**NMR shieldings of methyl butanoate across functionals and basis sets**

The table holds isotropic GIAO shieldings of the β-CH₂ carbon, the carbonyl oxygen and the chain-end methyl protons from gas-phase PySCF DFT at one PBE0-D3(BJ)/def2-SVP geometry, for eight functionals in pcSseg-1 and for PBE0 in nine other bases. The program tests the split into diamagnetic and paramagnetic parts, a one-excitation model $\sigma_\mathrm{p}=-A/E_\mathrm{g}$ fitted to the five GGAs, a straight line in long-range exact exchange, and an additive basis model in valence zeta level and polarisation fitted without pcSseg-0. Changes with the functional are almost wholly paramagnetic; the gap model lowers the rms residual for the oxygen from 11.0 to 6.4 ppm, does nothing for the carbon, and misses the range-separated hybrids by 259 to 298 ppm. Long-range exchange raises the saturated carbon and the alkoxy oxygen but hardly moves the carbonyl atoms. The basis model describes the carbon to 0.5 ppm rms and the oxygen to 6.5 ppm, and misses the oxygen in pcSseg-0 by 44 ppm.

Calculated values. Isotropic GIAO NMR shieldings σ of methyl butanoate, SMILES CCCC(=O)OC, from non-relativistic gas-phase DFT in PySCF 2.14.0 with density fitting, all at the PBE0-D3(BJ)/def2-SVP geometry. Atoms are numbered from 1 in SMILES order, hydrogens after the heavy atoms; values for equivalent atoms are averaged.

## Numerical check

```python
# Table: isotropic GIAO shieldings (ppm) of C2, O5, H8 in methyl butanoate, PySCF DFT, gas phase:
# 8 functionals/pcSseg-1 and PBE0 in 9 bases. Tested: dia/para split, para=-A/gap,
# linear exact-exchange dose, additive basis model s0+a/zeta+b*polarisation.
T = {
    'functional': ['BLYP', 'BP86', 'KT3', 'OPBE', 'PBE', 'CAM-B3LYP', 'LC-wPBE', 'wB97X-D', 'PBE0', 'PBE0', 'PBE0', 'PBE0', 'PBE0', 'PBE0', 'PBE0', 'PBE0', 'PBE0'],
    'basis': ['pcSseg-1', 'pcSseg-1', 'pcSseg-1', 'pcSseg-1', 'pcSseg-1', 'pcSseg-1', 'pcSseg-1', 'pcSseg-1', '6-311+G(2d,p)', '6-31G', '6-31G(d)', 'STO-3G', 'aug-cc-pVDZ', 'cc-pVDZ', 'def2-SVP', 'def2-TZVP', 'pcSseg-0'],
    'exx': [0, 0, 0, 0, 0, 65, 100, 100, 25, 25, 25, 25, 25, 25, 25, 25, 25],  # %
    's_C2': [153.1, 158.9, 160.4, 164.8, 159.1, 163.3, 171.5, 165.7, 167.2, 181.1, 175.7, 210.4, 175.0, 176.3, 176.1, 166.7, 175.3],  # ppm
    's_O5': [-100.9, -94.2, -72.1, -81.1, -96.1, -103.9, -95.4, -98.2, -82.7, -91.7, -55.5, -63.6, -54.0, -64.3, -65.0, -85.6, -141.1],  # ppm
    's_H8': [30.44, 30.37, 30.41, 30.36, 30.31, 30.4, 30.44, 30.47, 30.65, 31.56, 31.02, 31.99, 30.48, 30.47, 30.59, 30.62, 31.82],  # ppm
}
import numpy as np
f, b = T['functional'], T['basis']
x = np.array(T['exx'], float)
S = {k: np.array(T['s_'+k], float) for k in ('C2', 'O5', 'H8')}
F, B, G = np.arange(8), np.arange(8, 17), np.arange(5)
rms = lambda r: float(np.sqrt(np.mean(np.square(r))))
# typed from further outputs of the same runs, in table row order (eV, ppm)
homo = np.array([-6.147,-6.386,-6.402,-6.176,-6.258,-9.424,-10.759,-9.905,-7.979,-7.800,-7.634,-4.218,-7.943,-7.673,-7.821,-7.935,-8.020])
lumo = np.array([-0.602,-0.807,-0.662,-0.584,-0.714,1.606,2.861,2.269,0.175,0.447,0.732,3.905,-0.092,0.663,0.537,0.361,0.336])
P = {'C2': np.array([-92.82,-88.235,-86.839,-82.339,-87.562,-82.317,-74.749,-80.841]),
     'O5': np.array([-507.852,-500.298,-478.545,-485.508,-501.945,-510.52,-501.407,-504.408])}
D = {'C2': np.array([245.91,247.105,247.255,247.12,246.693,245.62,246.234,246.545]),
     'O5': np.array([406.977,406.116,406.431,404.405,405.836,406.579,405.981,406.196])}
C1 = np.array([159.47,164.55,166.49,170.25,164.97,167.91,174.87,169.76])
C4 = np.array([-1.07,4.83,17.25,18.16,5.36,0.04,5.74,5.19])
O6 = np.array([125.12,129.61,137.79,136.97,129.02,148.19,158.99,148.50])
gap = lumo - homo
print('rounding floor: C,O 0.05 ppm; H 0.005 ppm')
for k in S:
    print(f'{k} spread ppm: functionals {np.ptp(S[k][F]):.2f}, GGAs {np.ptp(S[k][G]):.2f}, bases {np.ptp(S[k][B]):.2f}')
A = {}
for k in P:
    A[k] = -np.sum(P[k][G]/gap[G])/np.sum(1/gap[G]**2)
    print(f'{k}: spread dia {np.ptp(D[k]):.1f}, para {np.ptp(P[k]):.1f} ppm ({100*np.ptp(P[k])/abs(P[k].mean()):.0f}% of mean para)')
    print(f'  GGA -A/gap: A {A[k]:.0f} ppm eV, rms {rms(P[k][G]+A[k]/gap[G]):.1f} ppm; constant para rms {P[k][G].std():.1f}')
    c = np.polyfit(x[F], S[k][F], 1); r = S[k][F]-np.polyval(c, x[F]); w = np.argmax(abs(r))
    print(f'  vs exx: {c[0]:.3f} ppm/%, rms {rms(r):.1f} (no model {S[k][F].std():.1f}), worst {f[w]} {r[w]:+.1f}')
print('functional gap/eV paraC2 paraO5 modelO5 resid A/|para|(eV) gap minus that')
for i in F:
    m = -A['O5']/gap[i]; e = A['O5']/abs(P['O5'][i])
    print(f'{f[i]:10s}{gap[i]:6.2f}{P["C2"][i]:7.1f}{P["O5"][i]:8.1f}{m:8.1f}{P["O5"][i]-m:+8.1f}{e:6.2f}{gap[i]-e:+6.2f}')
for p, q in (('BLYP','CAM-B3LYP'), ('PBE','LC-wPBE'), ('PBE','OPBE'), ('BLYP','KT3'), ('PBE','BP86')):
    i, j = f.index(p), f.index(q); d = lambda a: a[j]-a[i]
    print(f'{p}>{q}: gap{d(gap):+.2f} C2{d(S["C2"]):+.1f}(p{d(P["C2"]):+.1f}) C4{d(C4):+.1f} O5{d(S["O5"]):+.1f}(p{d(P["O5"]):+.1f}) O6{d(O6):+.1f} H8{d(S["H8"]):+.2f}')
print(f'spread over functionals: C1-C2 {np.ptp(C1-S["C2"][F]):.1f}, C2-C4 {np.ptp(S["C2"][F]-C4):.1f} ppm')
# O5 principal values and dia part, from further outputs
for n, e, d in (('OPBE', [-355.135,-213.392,325.217], 404.405), ('PBE0/cc-pVDZ', [-347.924,-190.057,345.125], 405.196)):
    e = np.array(e); print(f'O5 tensor {n}: mean {e.mean():.1f}, span {np.ptp(e):.0f}, minus iso dia {np.round(e-d)}')
# basis definitions: valence zeta, d on C/O, p on H
bd = {'6-311+G(2d,p)':(3,1,1),'6-31G':(2,0,0),'6-31G(d)':(2,1,0),'STO-3G':(1,0,0),'aug-cc-pVDZ':(2,1,1),
      'cc-pVDZ':(2,1,1),'def2-SVP':(2,1,1),'def2-TZVP':(3,1,1),'pcSseg-0':(2,0,0)}
z, dd, ph = np.array([bd[b[i]] for i in B], float).T
use = np.array([b[i] != 'pcSseg-0' for i in B]); R = {}
for k in S:
    M = np.c_[np.ones(9), 1/z, dd+ph if k == 'H8' else dd]
    c = np.linalg.lstsq(M[use], S[k][B][use], rcond=None)[0]; R[k] = S[k][B]-M@c
    print(f'{k} basis fit: s0 {c[0]:.2f} a {c[1]:.2f} b {c[2]:.2f} ppm, rms {rms(R[k][use]):.2f}; r(gap) {np.corrcoef(gap[B], S[k][B])[0,1]:+.2f}')
print('basis, gap/eV, residuals C2 O5 H8 (pcSseg-0 not fitted; H8 polarisation = d + pH)')
for n, i in enumerate(B):
    print(f'{b[i]:14s}{gap[i]:6.2f}{R["C2"][n]:+7.1f}{R["O5"][n]:+7.1f}{R["H8"][n]:+7.2f}')
for p, q in (('STO-3G','6-31G'), ('6-31G','6-31G(d)'), ('cc-pVDZ','aug-cc-pVDZ'), ('def2-SVP','def2-TZVP'), ('6-31G','pcSseg-0'), ('STO-3G','cc-pVDZ')):
    i, j = b.index(p), b.index(q)
    print(f'{p}>{q}: C2 {S["C2"][j]-S["C2"][i]:+.1f} O5 {S["O5"][j]-S["O5"][i]:+.1f} H8 {S["H8"][j]-S["H8"][i]:+.2f}')
i = b.index('6-31G')  # dia of 6-31G and para of 6-31G(d) typed from further outputs
print(f'6-31G>6-31G(d) para: C2 {-66.025-(S["C2"][i]-240.366):+.1f}, O5 {-456.797-(S["O5"][i]-400.49):+.1f} ppm')
H = S['H8'][B]
print(f'H8 ranges: p on H {H[ph==1].min():.2f}-{H[ph==1].max():.2f}; unpolarised {H[dd==0].min():.2f}-{H[dd==0].max():.2f}')
assert all(np.max(abs(P[k]+D[k]-S[k][F])) < 0.06 for k in P)
assert all(np.ptp(P[k]) > 5*np.ptp(D[k]) for k in P)
assert S['C2'][B][z==3].max() < S['C2'][B][z==2].min() < S['C2'][B][z==1].min()
assert H[ph==1].max() < H[ph==0].min()
```

Printed output:

```
rounding floor: C,O 0.05 ppm; H 0.005 ppm
C2 spread ppm: functionals 18.40, GGAs 11.70, bases 43.70
O5 spread ppm: functionals 31.80, GGAs 28.80, bases 87.10
H8 spread ppm: functionals 0.16, GGAs 0.13, bases 1.52
C2: spread dia 1.6, para 18.1 ppm (21% of mean para)
  GGA -A/gap: A 490 ppm eV, rms 3.2 ppm; constant para rms 3.3
  vs exx: 0.089 ppm/%, rms 3.4 (no model 5.2), worst BLYP -6.0
O5: spread dia 2.6, para 32.0 ppm (6% of mean para)
  GGA -A/gap: A 2771 ppm eV, rms 6.4 ppm; constant para rms 11.0
  vs exx: -0.100 ppm/%, rms 9.0 (no model 10.0), worst KT3 +17.3
functional gap/eV paraC2 paraO5 modelO5 resid A/|para|(eV) gap minus that
BLYP        5.54  -92.8  -507.9  -499.7    -8.2  5.46 +0.09
BP86        5.58  -88.2  -500.3  -496.7    -3.6  5.54 +0.04
KT3         5.74  -86.8  -478.5  -482.7    +4.2  5.79 -0.05
OPBE        5.59  -82.3  -485.5  -495.5   +10.0  5.71 -0.12
PBE         5.54  -87.6  -501.9  -499.8    -2.2  5.52 +0.02
CAM-B3LYP  11.03  -82.3  -510.5  -251.2  -259.3  5.43 +5.60
LC-wPBE    13.62  -74.7  -501.4  -203.4  -298.0  5.53 +8.09
wB97X-D    12.17  -80.8  -504.4  -227.6  -276.8  5.49 +6.68
BLYP>CAM-B3LYP: gap+5.48 C2+10.2(p+10.5) C4+1.1 O5-3.0(p-2.7) O6+23.1 H8-0.04
PBE>LC-wPBE: gap+8.08 C2+12.4(p+12.8) C4+0.4 O5+0.7(p+0.5) O6+30.0 H8+0.13
PBE>OPBE: gap+0.05 C2+5.7(p+5.2) C4+12.8 O5+15.0(p+16.4) O6+7.9 H8+0.05
BLYP>KT3: gap+0.20 C2+7.3(p+6.0) C4+18.3 O5+28.8(p+29.3) O6+12.7 H8-0.03
PBE>BP86: gap+0.03 C2-0.2(p-0.7) C4-0.5 O5+1.9(p+1.6) O6+0.6 H8+0.06
spread over functionals: C1-C2 3.0, C2-C4 22.6 ppm
O5 tensor OPBE: mean -81.1, span 680, minus iso dia [-760. -618.  -79.]
O5 tensor PBE0/cc-pVDZ: mean -64.3, span 693, minus iso dia [-753. -595.  -60.]
C2 basis fit: s0 152.77 a 57.31 b -5.41 ppm, rms 0.50; r(gap) -0.19
O5 basis fit: s0 -135.31 a 76.89 b 33.29 ppm, rms 6.50; r(gap) -0.35
H8 basis fit: s0 31.33 a 0.57 b -0.51 ppm, rms 0.10; r(gap) +0.12
basis, gap/eV, residuals C2 O5 H8 (pcSseg-0 not fitted; H8 polarisation = d + pH)
6-311+G(2d,p)   8.15   +0.7   -6.3  +0.15
6-31G           8.25   -0.3   +5.2  -0.05
6-31G(d)        8.37   -0.3   +8.1  -0.08
STO-3G          8.12   +0.3   -5.2  +0.09
aug-cc-pVDZ     7.85   -1.0   +9.6  -0.11
cc-pVDZ         8.34   +0.3   -0.7  -0.12
def2-SVP        8.36   +0.1   -1.4  -0.00
def2-TZVP       8.30   +0.2   -9.2  +0.12
pcSseg-0        8.36   -6.1  -44.2  +0.21
STO-3G>6-31G: C2 -29.3 O5 -28.1 H8 -0.43
6-31G>6-31G(d): C2 -5.4 O5 +36.2 H8 -0.54
cc-pVDZ>aug-cc-pVDZ: C2 -1.3 O5 +10.3 H8 +0.01
def2-SVP>def2-TZVP: C2 -9.4 O5 -20.6 H8 +0.03
6-31G>pcSseg-0: C2 -5.8 O5 -49.4 H8 +0.26
STO-3G>cc-pVDZ: C2 -34.1 O5 -0.7 H8 -1.52
6-31G>6-31G(d) para: C2 -6.8, O5 +35.4 ppm
H8 ranges: p on H 30.47-30.65; unpolarised 31.56-31.99
```
